How strongly will a molecule absorb light into a given excited state, and can this be judged with pencil and paper? The molecule here is a small ring of two silicon atoms, one nitrogen and one carbon. The quantity to estimate is its oscillator strength f, a pure number that measures the absorption summed over a whole band. The states lie close together in energy, yet one of them is more than ten times brighter than any other.

Singlet excited states of the neutral, closed-shell ring molecule CH₇NSi₂, computed with PySCF 2.14.0 using linear-response time-dependent DFT (B3LYP/6-31+G(d), without the Tamm–Dancoff approximation) at the GFN2-xTB geometry. The hole–electron analysis uses natural transition orbitals and unrelaxed difference densities.

```tsv
row	excitation energy (eV)	oscillator strength	hole electron distance (Å)	hole electron overlap
1	4.733	0.001	0.985	0.387
2	4.940	0.000	1.854	0.296
3	5.667	0.008	2.009	0.294
4	6.006	0.007	1.450	0.480
5	6.192	0.089	0.882	0.570
6	6.389	0.003	0.556	0.304
```

**What the light takes hold of**

Light drives a transition by shaking charge. While the molecule passes from the ground state to the excited state it is in a mixture of the two, and in such a mixture the electron cloud sloshes to and fro at the frequency of the light. The further the charge sloshes, the better the field can grip it. This reach can be written as a length, the arm d: it is the transition dipole divided by the charge of one electron.

The arm is short in this molecule. In state 5, the bright one, it is 0.41 Å, about a quarter of a bond length. In state 4 it is only 0.11 Å. These two states differ by 3 % in energy, so almost the whole contrast in brightness between them comes from the arm.

**From the arm to a rule**

The oscillator strength is defined as

f = (2/3) · (E / 27.2 eV) · (d / 0.529 Å)²,

where E is the excitation energy. The two constants are the atomic units of energy and length. Multiplied out, with E in eV and d in Å, this gives f = 0.0875 · E · d².

The energy enters only to the first power, and over the table it changes by about a third. The arm enters squared and changes more than twentyfold. It therefore costs little to hold the energy fixed. At 5.7 eV, near the middle of the table, the factor in front of d² is one half, which leaves a rule that is easy to keep in mind:

**f ≈ d²/2, with d in Å.**

No constant has been fitted to the oscillator strengths; only the fixed energy was chosen with the table in view.

**State 5, worked in full**

The calculation gives a transition dipole that lies in the plane of the ring, with components of −0.550 and 0.534 in atomic units. Its length is √(0.550² + 0.534²) = 0.77. Multiplied by 0.529 Å, this is an arm of 0.41 Å. The square is 0.165 Å², and half of it gives f ≈ 0.082. The table has 0.089, so the estimate is 8 % too low.

The rule also runs backwards, as d ≈ √(2f). The listed strength of 0.089 returns an arm of 0.42 Å, close to the true one. This is the more useful direction when a band strength is known and one wants to picture the motion behind it.

**State 4, and why it is dim**

For state 4 the arm of 0.11 Å gives f ≈ 0.006, where the table has 0.007. The estimate is as good as before, but the state is thirteen times weaker than state 5. The hole–electron overlap, which tells how far the emptied and the filled cloud share the same space, hardly prepares us for this: it is 0.48 here and 0.57 in state 5. If the arm simply grew in proportion to the overlap, f would rise by a factor of (0.57/0.48)² ≈ 1.4.

Theory offers a reason. The arm is built from the product of two orbitals, the one the electron leaves and the one it enters, and this product has a sign at each point in space. If it is positive at one end of the molecule and negative at the other, the charge sloshes from end to end and the arm is long. If positive and negative patches alternate, their contributions largely cancel, however well the two clouds overlap. Such cancellation may be what shortens the arm of state 4, but the integral has not been taken apart to prove it. There is a second candidate. About 4 % of this state belongs to further pairs of orbitals, and a pair enters the arm with roughly the square root of its weight. Even so small a share can therefore lengthen or shorten a weak arm noticeably.

The same product fixes the direction of the arm. States 1, 2, 3 and 6 lift an electron from an orbital that changes sign across the ring plane into one that does not. The product then changes sign across the plane, and the charge sloshes perpendicular to the ring. In states 4 and 5 the two orbitals behave alike at the plane, and the arm lies within it. For a related planar ring, a sketch of the two orbitals will show in the same way whether the arm lies in the plane or stands perpendicular to it. The length of the arm is harder to judge from a sketch.

**The wrong length**

The table contains a length that looks as if it were made for the rule: the hole–electron distance. It is the distance between the centre of the cloud that the electron leaves and the centre of the cloud that it enters. State 3 has the largest value, 2.0 Å. Put into the rule, this would give f ≈ 2, while the calculation gives 0.008.

The two lengths describe different things. The hole–electron distance compares the charge before and after the transition; the arm describes the motion during it. In state 3 they even point in different directions: the centre of charge moves within the ring plane, while the transition dipole stands perpendicular to it. An electron can thus end up far from where it started and still give the light little to hold. Over the six states the two lengths show practically no correlation.

**How good the rule is**

Against the full formula, the rule is off by 10 % on average and by 21 % at worst, in state 1. The errors follow a simple pattern, because the only thing neglected is the change in energy: the rule reads too high below 5.7 eV and too low above it. The printed analysis after this text lists the comparison state by state. It tests only the price of a fixed energy, since the formula itself is the definition by which the oscillator strengths were computed.

The pattern also marks the range. Below about 4.6 eV or above about 7.6 eV the error exceeds 25 %. The cure is to multiply the estimate by E/5.7 eV, which restores the full formula.

The weak point is the arm. The rule needs it as an input and can't supply it; here it came from the same calculation as the oscillator strengths. An arm that is 10 % too long makes f 21 % too large, as much as the worst error of the rule itself. Someone who knew nothing of the orbitals and took 0.1 Å for every state would predict f = 0.005 throughout. That is nearly forty times too high for state 2, which is very weak although no symmetry forbids it, and eighteen times too low for state 5. Without a fair value of the arm, the rule can miss by more than an order of magnitude.

**How far to trust the states themselves**

The rule passes on whatever the calculation says about the arm, faults included. In this calculation an electron can leave the molecule altogether at about 6.3 eV. State 6 lies above that threshold and state 5 just below it. Above the threshold the true states form a continuum, so the energy and strength of state 6 depend on the basis chosen. B3LYP tends to place states with a far-spread electron too low, and the basis has few functions to describe them. The order of the upper states, and with it the mixing that shapes their arms, is therefore less secure than the decimals suggest. The ring is flat in the tight-binding geometry used here, but whether it stays flat at the B3LYP level was not tested. A puckered ring would blur the division into arms within the plane and arms perpendicular to it.

Silicon–nitrogen compounds of this general kind serve as precursors for silicon nitride films in electronic devices. If such a film is to be grown with the help of light, the first question is whether the vapour absorbs at all. For this ring, more than four fifths of the strength of the six states sits in state 5, at a computed wavelength of about 200 nm; the longer-wave states absorb only weakly. Whether the absorbed light then breaks a useful bond is a separate question, which an oscillator strength does not answer.

Printed output of the fit:

```
Rule of half the squared arm:
  row  arm in angstrom  f by rule  f by full formula  f of the run  rule against full formula in percent
    1          0.04181   0.000874          0.0007238        0.0007                                 20.75
    2          0.01747  0.0001526          0.0001319        0.0001                                 15.69
    3           0.1249   0.007798           0.007733        0.0077                                0.8465
    4           0.1135    0.00644           0.006768        0.0068                                -4.846
    5           0.4057    0.08228            0.08915        0.0891                                -7.704
    6          0.06721   0.002258           0.002525        0.0025                                -10.55
Energy at which the rule is exact, eV: 5.715
Largest error of the rule against the full formula, percent: 20.75
Mean absolute error of the rule against the full formula, percent: 10.06
Largest error against f of the run in rows 3 to 6, percent: 9.668
Energy below which the rule is more than 25 percent too high, eV: 4.572
Energy above which the rule is more than 25 percent too low, eV: 7.62
Change of f when the arm is 10 percent too long, percent: 21
Arm of row 5 back from the listed f, angstrom: 0.4219
Arm of row 4 back from the listed f, angstrom: 0.1183
Share of row 5 in the summed f of the six states, percent: 83.35
Ratio of f, row 5 to row 4: 13.1
Ratio of squared arms, row 5 to row 4: 12.78
Ratio of energies, row 5 to row 4: 1.031
f from a guessed common arm of 0.1 angstrom: 0.005
Largest factor by which that guess is too high: 37.9
Largest factor by which that guess is too low: 17.83
f of row 3 if the hole-electron distance is wrongly used as arm: 2.018
f of row 5 if the hole-electron distance is wrongly used as arm: 0.389
Rank correlation of hole-electron distance with arm: -0.08571
Rank correlation of hole-electron overlap with arm: 0.3714
Wavelength of row 5, nm: 200.2
```
